# Statistics of the K-th uncorrelated breakdown

## Statement

A dielectric film of area $A$ is held at constant voltage $V$ and temperature $T$, and local breakdown spots are counted as they appear, at times $t_1<t_2<\dots$ measured from the start of the stress. $M(t)$ is the number of spots at time $t$, $F_K(t)=P(t_K\le t)$, $Q_K=1-F_K$, and logarithms are natural.

**Premises.**

- P1. The film consists of $N$ columns (potential percolation paths). Each breaks down at most once, and the breakdown times of different columns are independent.
- P2. A breakdown does not alter the voltage, temperature or defect density seen by the other columns.
- P3. The cumulative hazard of column $i$, $h_i(t)=-\ln[1-p_i(t)]$ with $p_i$ its breakdown probability, is $h_i=c_i t^{\beta}$, with one exponent $\beta$ for all columns.
- P4. Every $h_i$ stays small: $\sum_i h_i^2\ll1$.
- P5. Every spot is detected when it forms and is counted once.

Define $\mu(t)=\sum_i h_i(t)=(t/\tau)^{\beta}$, so that $\tau^{-\beta}=\sum_i c_i$.

**Results.**

$$P[M(t)=j]=e^{-\mu}\frac{\mu^{j}}{j!}\tag{1}$$

$$F_K(t)=1-e^{-\mu}\sum_{j=0}^{K-1}\frac{\mu^{j}}{j!}=\frac{1}{(K-1)!}\int_0^{\mu}u^{K-1}e^{-u}\,du\tag{2}$$

$$\frac{\mu^K}{K!}\Big(1-\frac{K\mu}{K+1}\Big)\le F_K\le\frac{\mu^K}{K!}\tag{3}$$

$$\langle t_K^{\,q}\rangle=\tau^{q}\,\frac{\Gamma(K+q/\beta)}{\Gamma(K)},\qquad q>-K\beta\tag{4}$$

$$P(t_K/t_{K+1}<x)=x^{K\beta},\qquad 0\le x\le1\tag{5}$$

The Weibull slope of $F_K$ tends to $K\beta$ in the low tail and to $\beta$ in the high tail. The mean time is (4) with $q=1$. For $K=1$, (5) reads $P(t_1/t_2<x)=x^{\beta}$. It contains no $\tau$ and is therefore independent of area; it is independent of voltage and temperature to the extent that these enter through $\tau$ alone and leave $\beta$ unchanged.

## Origin of the power law

In the cell version of the percolation model a film of thickness $d$ is divided into cubes of side $a_0$, which gives $N=A/a_0^2$ columns of $n=d/a_0$ cells. A column conducts when all its cells are defective. Let $s=(t/\tau_d)^{\gamma}$ be the mean number of defects generated per cell, placed independently. A cell is defective with probability $\lambda=1-e^{-s}$ and a column is complete with probability $p=\lambda^n$. For $s\ll1$, $p=s^n(1-ns/2+\dots)$ and $h=p+p^2/2+\dots$, so P3 holds to leading order with
$$\beta=n\gamma,\qquad \tau=\tau_d N^{-1/\beta}\propto A^{-1/\beta}.$$
The local exponent is $d\ln p/d\ln t=\beta\,s/(e^{s}-1)=\beta(1-s/2+\dots)$. The proofs below use only P1 to P5.

## Proof of (1): Poisson count

Attach to each column an auxiliary Poisson process with cumulative intensity $h_i(t)$, independent of the other columns: its counts in disjoint time intervals are independent, and the count in $(t',t]$ is Poisson with mean $\Delta h_i=h_i(t)-h_i(t')$. The first event of this process comes later than $t$ with probability $e^{-h_i(t)}=1-p_i(t)$, so the first events have exactly the joint law that P1 to P3 give to the breakdown times.

Let $M^*$ count all auxiliary events. A Poisson variable of mean $\eta$ has the generating function $\langle z^{j}\rangle=\sum_j z^je^{-\eta}\eta^j/j!=e^{\eta(z-1)}$, and generating functions of independent variables multiply. The count of $M^*$ in $(t',t]$ thus has the generating function $\prod_i e^{\Delta h_i(z-1)}=e^{\Delta\mu(z-1)}$: it is Poisson with mean $\Delta\mu=\mu(t)-\mu(t')$, and disjoint intervals remain independent.

The true history $M$ differs from $M^*$ up to time $t$ only if some column holds two or more auxiliary events. For one column this probability is $1-e^{-h_i}(1+h_i)=\int_0^{h_i}ue^{-u}du\le h_i^2/2$. Summing over columns,
$$P(M\ne M^*\ \text{somewhere up to } t)\le\tfrac12\sum_i h_i^2,\tag{6}$$
which equals $\mu^2/2N$ for identical columns. No probability concerning the history up to $t$ changes by more than this bound when $M$ is replaced by $M^*$, and P4 makes it negligible. With $t'=0$ this is (1). The $c_i$ need not be equal: spatial non-uniformity changes $\tau$ and the bound (6), not the form of the count.

## Proof of (2): distribution of $t_K$

The $K$-th spot is later than $t$ exactly when fewer than $K$ spots exist at $t$, so $Q_K=\sum_{j<K}P[M=j]$, which is the first form of (2). Differentiation with respect to $\mu$ gives a telescoping sum,
$$\frac{dQ_K}{d\mu}=e^{-\mu}\Big[\sum_{j=1}^{K-1}\frac{\mu^{j-1}}{(j-1)!}-\sum_{j=0}^{K-1}\frac{\mu^j}{j!}\Big]=-\frac{\mu^{K-1}e^{-\mu}}{(K-1)!}.$$
Integration from $\mu=0$, where $F_K=0$, gives the second form: $u_K=\mu(t_K)$ has the gamma distribution of shape $K$ and unit scale. With $d\mu/dt=\beta\mu/t$ the density in time is
$$f_K(t)=\frac{\beta}{t}\,\frac{\mu^{K}e^{-\mu}}{(K-1)!}.\tag{7}$$
For $K=1$, $F_1=1-e^{-(t/\tau)^\beta}$ is the Weibull distribution, with $\tau$ its characteristic time.

## Proof of (3) and the Weibull slope

Inserting $1-u\le e^{-u}\le1$ into the integral of (2) gives the upper bound $\mu^K/K!$ and the lower bound $\mu^K/K!-\mu^{K+1}/[(K+1)(K-1)!]$, which is (3). The tail form $F_K\simeq(t/\tau)^{K\beta}/K!$ overestimates $F_K$, to leading order by the fraction $K\mu/(K+1)$.

The Weibull plot shows $W_K=\ln(-\ln Q_K)$ against $\ln t$. From $dQ_K/d\ln t=-tf_K$ and (7),
$$\frac{dW_K}{d\ln t}=\frac{\beta\,\mu^Ke^{-\mu}}{(K-1)!\;Q_K\,(-\ln Q_K)}.\tag{8}$$
For the low tail write $F_K$ as the sum of (1) over $j\ge K$, $F_K=e^{-\mu}(\mu^K/K!)B_K$ with $B_K=1+\mu/(K+1)+\dots$, so that the numerator of (8) over $(K-1)!$ equals $K\beta F_K/B_K$. Since $Q_K(-\ln Q_K)=F_K(1-F_K/2+\dots)$,
$$\frac{dW_K}{d\ln t}=K\beta\Big[1-\frac{\mu}{K+1}+\frac{F_K}{2}+O(\mu^2)\Big].$$
For $K=1$ the two corrections cancel, as they must for a straight line. For $K\ge2$, $F_K$ is of higher order and the slope is $K\beta[1-\mu/(K+1)]$. For large $\mu$ the last term of the sum dominates, $Q_K\simeq e^{-\mu}\mu^{K-1}/(K-1)!$, and (8) becomes $\beta\mu/[\mu-(K-1)\ln\mu+O(1)]\to\beta$. For $K\ge2$ the plot is curved and $t_K$ is not Weibull distributed.

Area enters through $\mu\propto A$. Multiplying $A$ by $g$ shifts every curve along $\ln t$ by exactly $-\beta^{-1}\ln g$. The vertical shift is $\ln g$ for $K=1$, but $K\ln g$ in the low tail for general $K$; the vertical normalisation valid for first breakdown does not collapse data for $K\ge2$.

## Proof of (4): moments

With $t_K=\tau u_K^{1/\beta}$ and the gamma density of $u_K$,
$$\langle t_K^{\,q}\rangle=\frac{\tau^q}{(K-1)!}\int_0^\infty u^{K+q/\beta-1}e^{-u}du=\tau^q\frac{\Gamma(K+q/\beta)}{\Gamma(K)},$$
convergent at $u=0$ for $K+q/\beta>0$. The relation $\Gamma(\xi+1)=\xi\Gamma(\xi)$ gives the recursion
$$\langle t_{K+1}\rangle=\langle t_K\rangle\Big(1+\frac1{K\beta}\Big).\tag{9}$$
For large $K$, Stirling's series gives $\Gamma(K+a)/\Gamma(K)=K^a[1+a(a-1)/2K+O(K^{-2})]$. With $a=1/\beta$,
$$\langle t_K\rangle\simeq\tau K^{1/\beta}\Big[1+\frac{1-\beta}{2\beta^2K}\Big].\tag{10}$$
The squared relative spread is $\langle t_K^2\rangle/\langle t_K\rangle^2-1\simeq[2a(2a-1)-2a(a-1)]/2K=a^2/K$, so $\sigma_K/\langle t_K\rangle\simeq1/(\beta\sqrt K)$.

## Proof of (5): ratios of successive times

In the variable $u=\mu(t)$ the count in an interval of length $\Delta u$ is Poisson with mean $\Delta u$. Take $0<u_1<\dots<u_L$. The probability of one event in each small interval $du_j$ and none elsewhere in $(0,u_L)$ is, by independence of disjoint intervals, $\prod_j du_j$ times the product of the factors $e^{-\Delta u}$ of the gaps. The gaps add up to $u_L$, so the joint density is $e^{-u_L}$ on the ordered region.

Change variables to $u_L$ and $\rho_j=u_j/u_{j+1}\in(0,1)$, $j=1,\dots,L-1$. Then $u_j=u_L\prod_{i=j}^{L-1}\rho_i$ depends only on $\rho_i$ with $i\ge j$ and on $u_L$. The Jacobian matrix is triangular with diagonal entries $\partial u_j/\partial\rho_j=u_{j+1}$ and $\partial u_L/\partial u_L=1$. In the product $u_2u_3\cdots u_L$ the factor $u_L$ occurs $L-1$ times and $\rho_i$ occurs $i-1$ times. Using $\prod_{i=1}^{L-1}i=(L-1)!$, the density becomes
$$\frac{u_L^{L-1}e^{-u_L}}{(L-1)!}\;\prod_{i=1}^{L-1}i\,\rho_i^{\,i-1}.\tag{11}$$
It factorises into normalised densities. The ratios are mutually independent, independent of $u_L$, and $P(\rho_K<y)=y^K$. By P3, $\rho_K=(t_K/t_{K+1})^{\beta}$, in which $\tau$ cancels; setting $y=x^\beta$ proves (5). The mean ratio is $\int_0^1x\,d(x^{K\beta})=K\beta/(K\beta+1)$, and independence of the ratio from $t_{K+1}$ gives $\langle t_K\rangle=\langle t_{K+1}\rangle K\beta/(K\beta+1)$, which reproduces (9).

Three consequences follow.

1. Since $t_1/t_2$ is independent of $t_2$, keeping only the devices that reach two spots before the test ends does not bias the ratio.
2. If $\tau$ varies from device to device at fixed $\beta$, (2) and (4) must be averaged over $\tau$, while (5) is unchanged. Ratios from different areas may be pooled, and so may ratios from different voltages and temperatures if $\beta$ is common to them.
3. The variable $K\beta\ln(t_{K+1}/t_K)$ exceeds $w$ with probability $e^{-w}$, by (5). For one device $\sum_{K=1}^{L-1}K\ln(t_{K+1}/t_K)=\sum_{j<L}\ln(t_L/t_j)$. Let $S$ be the total of this sum over $D$ devices, each followed to its $L$-th spot. Then $G=\beta S$ is a sum of $\nu=D(L-1)$ independent unit exponentials, a gamma variable of shape $\nu$, with $\langle G^{-1}\rangle=1/(\nu-1)$ and $\langle G^{-2}\rangle=1/[(\nu-1)(\nu-2)]$. The estimate $\hat\beta=(\nu-1)/S$ is unbiased, with relative variance $(\nu-1)/(\nu-2)-1=1/(\nu-2)$, and needs no knowledge of $\tau$.

## Range of validity

**Finite $N$.** For $N$ identical columns the values $h(t_i)$ are unit exponentials. The smallest, $v$, has rate $N$, and the gap to the next has rate $N-1$ and is independent of $v$. The condition $v/(v+\text{gap})<y$ means gap $>v(1-y)/y$, so with $y=x^\beta$
$$P(t_1/t_2<x)=\int_0^\infty Ne^{-Nv}e^{-(N-1)v(1-y)/y}dv=\frac{Ny}{N-1+y}.$$
This exceeds $y$ by $y(1-y)/(N-1+y)\le1/[4(N-1)]$.

**Other forms of $\mu(t)$.** Equations (1) to (3) and (11) hold for any continuous $\mu(t)$ increasing from zero without bound. The slope $K\beta$, (4) and (5) need the power law. In general $P(t_1/t_2<x\,|\,t_2)=\mu(xt_2)/\mu(t_2)$, which is free of $t_2$ only if $\mu$ is a power. Two populations with different exponents, for example grain boundaries and grain interiors, make the ratio depend on $t_2$ and hence on area and voltage.

**Feedback through the whole electrode.** Add the assumption that damage accumulates, $\mu=\big[\int_0^t dt'/\tau(V(t'),T(t'))\big]^\beta$. Let the first spot change $1/\tau$ everywhere by a factor $r$. The effective age after $t_1$ is $\theta=t_1+r(t-t_1)$, and (5) holds for $t_1/\theta_2$. The event $t_2>t_1/x$ is $\theta_2>t_1[1+r(1-x)/x]$, so
$$P(t_1/t_2<x)=\Big[\frac{x}{x+r(1-x)}\Big]^{\beta}.\tag{12}$$
With $y_m=2^{-1/\beta}$ the median ratio is $ry_m/(1-y_m+ry_m)$. A voltage drop in a series resistance gives $r<1$. With $\tau\propto V^{-m}$, $r=(V'/V)^m$, where $V'$ is the reduced voltage. Under the same assumption a linear ramp $V\propto t$ gives $\mu\propto t^{(m+1)\beta}$, and all results hold with $\beta$ replaced by $(m+1)\beta$.

**Local feedback.** If a spot accelerates ageing by $r>1$ in a fraction $\phi$ of the area, then $\theta\le rt$ there, and each spot raises $\mu$ by at most the fraction $\phi(r^\beta-1)$.

**Detection.** Two spots placed uniformly lie within the resolution $\delta$ with probability $\pi\delta^2/A$, edges neglected, so $K$ spots contain on average $K(K-1)\pi\delta^2/2A$ unresolved pairs. By (5), successive times lie within a small fraction $\epsilon$ of each other with probability $1-(1-\epsilon)^{K\beta}\simeq K\beta\epsilon$. A delay between formation and detection, as in progressive growth of the spot current, must be short against the times of interest; it affects the low tail first.

## Illustration: HfO$_2$ capacitor

All inputs are illustrative: $d=4.5$ nm, $a_0=1.5$ nm, $\gamma=0.5$, $A=10^{8}$ nm$^2$ (a square of side $10^4$ nm), $T=398$ K, and a voltage such that $\tau=1000$ s. Then $n=3$, $\beta=1.5$ and $N=4.44\times10^{7}$. The values of $a_0$ and $\gamma$ were chosen so that $\beta$ falls in the range of roughly 1 to 2 that is typical of hafnia films a few nm thick.

| $K$ | $F_K(\tau)$ | $\langle t_K\rangle$ (s) | $\sigma_K$ (s) | $t$ at $F_K=10^{-3}$ (s) | same from $\mu^K/K!$ (s) | slope (8) there | $K\beta$ |
|---|---|---|---|---|---|---|---|
| 1 | 0.632 | 903 | 613 | 10.0 | 10.0 | 1.50 | 1.5 |
| 2 | 0.264 | 1505 | 717 | 127 | 126 | 2.96 | 3.0 |
| 3 | 0.0803 | 2006 | 778 | 331 | 321 | 4.29 | 4.5 |
| 5 | 0.00366 | 2861 | 857 | 818 | 754 | 6.60 | 7.5 |

For $K=5$, (10) gives 2859 s, and the relative spread is 0.300 against the asymptotic 0.298. The slope at $F_5=10^{-3}$ is still well below $K\beta$, because $\mu=0.74$ there is not small. A hundredfold area reduces $\tau$ to 46.4 s and leaves the ratios alone: the median of $t_1/t_2$ is 0.630, its mean is 0.600, and $P(t_1/t_2<0.5)=0.354$. With $D=25$ and $L=5$, $\nu=100$ and $\hat\beta$ has a relative standard deviation of 10 per cent.

The neglected terms have the following sizes.

- At $\mu=5$ the bound (6) is $2.8\times10^{-7}$. The defect number per cell is $s\simeq(\mu/N)^{1/3}=4.8\times10^{-3}$, which lowers the local exponent by 0.24 per cent and $p$ by 0.72 per cent relative to the pure power. The last digits of the table are therefore those of the power-law model.
- Let a spot heat a disc of radius 50 nm by 50 K, with $\tau\propto e^{E_a/k_BT}$ and an approximate activation energy $E_a=0.7$ eV. Then $r=\exp[(E_a/k_B)(1/398-1/448)\,\mathrm{K}^{-1}]=9.76$, $r^\beta=30.5$, $\phi=7.85\times10^{-5}$, and the excess is at most $2.3\times10^{-3}$ per spot. On an area of $10^4$ nm$^2$ the same disc gives $\phi=0.79$, and P2 fails.
- With a resolution $\delta=500$ nm, five spots contain on average 0.079 unresolved pairs.
- Let the first spot lower the film voltage by 1 per cent, with $m=40$, a typical order for thin gate dielectrics. Then $r=0.99^{40}=0.669$, and (12) raises $P(t_1/t_2<0.5)$ to 0.464 and lowers the median ratio to 0.53. Reading this median with (5) gives an apparent exponent $\ln\frac12/\ln0.53=1.1$ instead of 1.5.

Series resistance is thus the one correction here that rivals the effect itself, and a difference between the first-breakdown slope and the exponent obtained from ratios signals a failure of the premises. The numbers are the model's, not the material's: $\beta$ was set to a typical value and $\tau$ was assumed. Within the model, a criterion of three spots instead of one moves the time to $F_K=10^{-3}$ from 10.0 s to 331 s, a factor of 33, while the mean time grows only by a factor of 2.2.